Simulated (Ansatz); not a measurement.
Breaking a bond in SiNH2Cl (SMILES N[Si]Cl)

The species is SiNH2Cl (5 atoms), meant as a singlet with charge 0. As SMILES, `N[Si]Cl`. Geometry: relaxed at PBE0-D4/def2-TZVP. This is one conformer, not always the lowest.

```xyz
5

N    -0.1482    0.5834   -0.2339
Si   -0.1162   -0.3418    1.1926
Cl    0.6490   -2.1245    0.3773
H    -0.4733    1.5386   -0.2274
H     0.1386    0.2706   -1.1500
```

The N1–H4 distance is scanned; the parts on either side stay rigid. Basis STO-3G, 11 core orbitals frozen in the correlated methods; program Ansatz 0.2.0. FCI is exact within this basis and core. Energies in eV from each method's value at 1.009 Å; methods without a U are spin-restricted. The shape above is that at 1.009 Å.

| distance (Å) | HF | SVWN5 | PBE | revPBE | r2SCAN | PBE0 | BCCD(T) | FCI |
| --- | --- | --- | --- | --- | --- | --- | --- | --- |
| 1.009 | 0.00 | 0.00 | 0.00 | 0.00 | 0.00 | 0.00 | 0.00 | 0.00 |
| 1.261 | 1.18 | 0.76 | 0.71 | 0.69 | 0.82 | 0.87 | 0.75 | 0.75 |
| 1.514 | 3.41 | 2.43 | 2.31 | 2.27 | 2.54 | 2.67 | 2.38 | 2.37 |
| 2.018 | 7.69 | 5.44 | 5.17 | 5.07 | 5.60 | 5.97 | 4.79 | 4.78 |
| 2.523 | 10.52 | 7.21 | 6.82 | 6.68 | 7.35 | 7.97 | 5.50 | 5.54 |

Departure from the FCI curve at its largest: HF +4.99 eV at 2.52 Å; SVWN5 +1.67 eV at 2.52 Å; PBE +1.28 eV at 2.52 Å; revPBE +1.14 eV at 2.52 Å; r2SCAN +1.82 eV at 2.52 Å; PBE0 +2.43 eV at 2.52 Å; BCCD(T) -0.03 eV at 2.52 Å. Restricted functionals keep the electrons paired too, and rise too high. Restricted Hartree–Fock keeps the electrons paired, so it rises far too high as the bond breaks.

Stretching the N–H bond turns a dynamic-correlation problem into a static one. As the σ and σ* orbitals approach degeneracy, the exact wavefunction mixes in the σ*² configuration, cancelling the ionic terms that a single closed-shell determinant retains. Semilocal exchange partly mimics this left–right correlation, whereas exact exchange does not, which explains why PBE0 climbs above PBE and Hartree–Fock fares worst. The good agreement of PBE and revPBE at short range doesn't carry over: both lie slightly below FCI up to 1.514 Å, then well above it. BCCD(T) follows FCI closely throughout, so its correlation treatment copes with this single-bond stretch over the range scanned.

The FCI rise of 5.54 eV already exceeds typical N–H bond energies in amines. The likely main cause is the minimal basis, whose hydrogen function is contracted for molecules and describes a nearly free atom poorly. Because the FCI curve is still rising at the last point, it doesn't establish a dissociation limit even within this model.
